**Question.** I have Al pillars ($R=50$ nm, $h=300$ nm) on a silicon nitride membrane ($d=100$ nm) at 0.1 K, pitch $a=200$ nm. An in-plane shear (SH) wave arrives normal to the rows. What does one row transmit, and where is the gap of a square array? Al: $C_{11},C_{12},C_{44}=106.75, 60.41, 28.34$ GPa (compiled room-temperature values, Blaschke), $\rho\approx2700$ kg/m³. Nitride, typical: $E_N=250$ GPa, $\nu=0.23$, $\rho_N=3100$ kg/m³.

**Answer.** The pillars sway along the row, odd under a mirror normal to it, so normally travelling longitudinal and flexural waves stay unexcited. A lane of width $a$ is a chain with

$$m=\rho_Na^2d=12.4\ \text{fg},\qquad K=\frac{E_Nd}{2(1+\nu)}=1.016\times10^4\ \text{N/m},$$

$m\omega^2=4K\sin^2(qa/2)$, band top 9.11 GHz; lumping is accurate for $qa\ll1$.

**Resonator.** Voigt averaging gives $B=75.9$, $G=26.3$, $E=9BG/(3B+G)=70.7$ GPa. The clamped Euler–Bernoulli rod has

$$\omega_r=1.875^2\,\frac{R}{2h^2}\sqrt{E/\rho}=5.00\times10^9\ \text{s}^{-1},\qquad f_r=0.795\ \text{GHz}.$$

Of the pillar mass $M_p=6.36$ fg, this mode $\phi(z)$ carries the fraction $(\int\phi\,dz)^2/(h\int\phi^2dz)=0.613$, so $M=3.90$ fg; the rest, $M_0=2.46$ fg, rides rigidly. At $f_r$, $qa=0.175$ and $\lambda=7.2$ µm $=36a$.

**One row.** With $e^{-i\omega t}$, $-M\omega^2v=-M\omega_r^2(v-u_0)$ gives $v=\omega_r^2u_0/(\omega_r^2-\omega^2)$. The force on site 0 is $\omega^2\Delta M\,u_0$,

$$\Delta M=M_0+\frac{M\omega_r^2}{\omega_r^2-\omega^2}.$$

Take $u_n=e^{iqna}+re^{-iqna}$ ($n\le0$), $te^{iqna}$ ($n\ge0$), $t=1+r$. Site 0 gives $2iK\sin qa\,(t-1)+\omega^2\Delta M\,t=0$, so

$$T=|t|^2=\frac{1}{1+\left[\omega^2\Delta M/(2K\sin qa)\right]^2}.$$

At $\omega_r$ the added mass diverges and pins the site: $T=0$, the Fano antiresonance. For $qa\ll1$, $K\sin qa\approx Z\omega$ with $Z=\sqrt{Km}=3.55\times10^{-7}$ kg/s. Dropping $M_0$, $T=1/2$ at $\omega_r^2-\omega^2=\pm\Gamma\omega$, a full width

$$\Gamma=\frac{M\omega_r^2}{2Z}=1.37\times10^8\ \text{s}^{-1}=2\pi\times22\ \text{MHz}.$$

The full formula gives $T=0.82$ at $0.97f_r$ and $0.83$ at $1.03f_r$. A damping rate $\gamma$ leaves $t(\omega_r)\approx1/(1+\Gamma/\gamma)$, so a deep dip needs $Q=\omega_r/\gamma\gg\omega_r/\Gamma=36$.

**Array.** With $m'=m+M_0=14.86$ fg,

$$\omega^2\left[m'+\frac{M\omega_r^2}{\omega_r^2-\omega^2}\right]=4K\sin^2\frac{qa}{2}.$$

Real $q$ needs the left side between 0 and $4K$. The upper branch starts at $q=0$, where the bracket vanishes: $\omega_+=\omega_r\sqrt{1+M/m'}$. With $M/m'=0.262$, $f_+=0.893$ GHz. The lower branch ends at $q=\pi/a$, where the left side reaches $4K$, which happens below $\omega_r$:

$$\omega_-^2=\tfrac12\left[s-\sqrt{s^2-16K\omega_r^2/m'}\right],\qquad s=\omega_+^2+4K/m'.$$

For $\omega_+^2\ll4K/m'$, $1-\omega_-/\omega_r\approx M\omega_r^2/8K=0.12\,\%$, so $f_-=0.794$ GHz. The model's gap is 0.099 GHz wide, 12 % of $f_r$, at $\lambda\gg a$. Between $\omega_r$ and $\omega_+$ the bracket is negative and $q=i\kappa$; at $1.06f_r$ it is $-16.7$ fg, and $\cosh\kappa a=1+\omega^2(16.7\ \text{fg})/2K$ gives $1/\kappa=4.7a$.

**Heat.** One ballistic one-dimensional channel has the normalised conductance weight $(3/\pi^2)\,x^2e^x/(e^x-1)^2$, $x=\hbar\omega/k_BT$. With $k_BT/2\pi\hbar=2.08$ GHz the gap spans $x=0.38$–$0.43$ and holds 1.4 % of that weight.

**Limits.** The pillar is stubby. A pure shear mode, $\sqrt{0.9G/\rho}/4h$ (shear factor about 0.9), lies at 2.5 GHz. Rigid rocking (inertia $M_ph^2/3$; rough half-space stiffness $4E_NR^3/[3(1-\nu^2)]$) lies at 2.4 GHz. Dunkerley's sum of $1/f^2$ then gives about 0.72 GHz, 9 % lower. Cold Al is typically about 10 % stiffer, 5 % up in frequency. These shifts rival the gap width, so its position is good to one figure. The gap covers one branch in one direction; oblique waves leak into flexure. The 1.4 % is the model's single-gap share: pillar arrays below 1 K typically lose tens of per cent or more of their conductance, through flattening of many branches and scattering, which this model omits.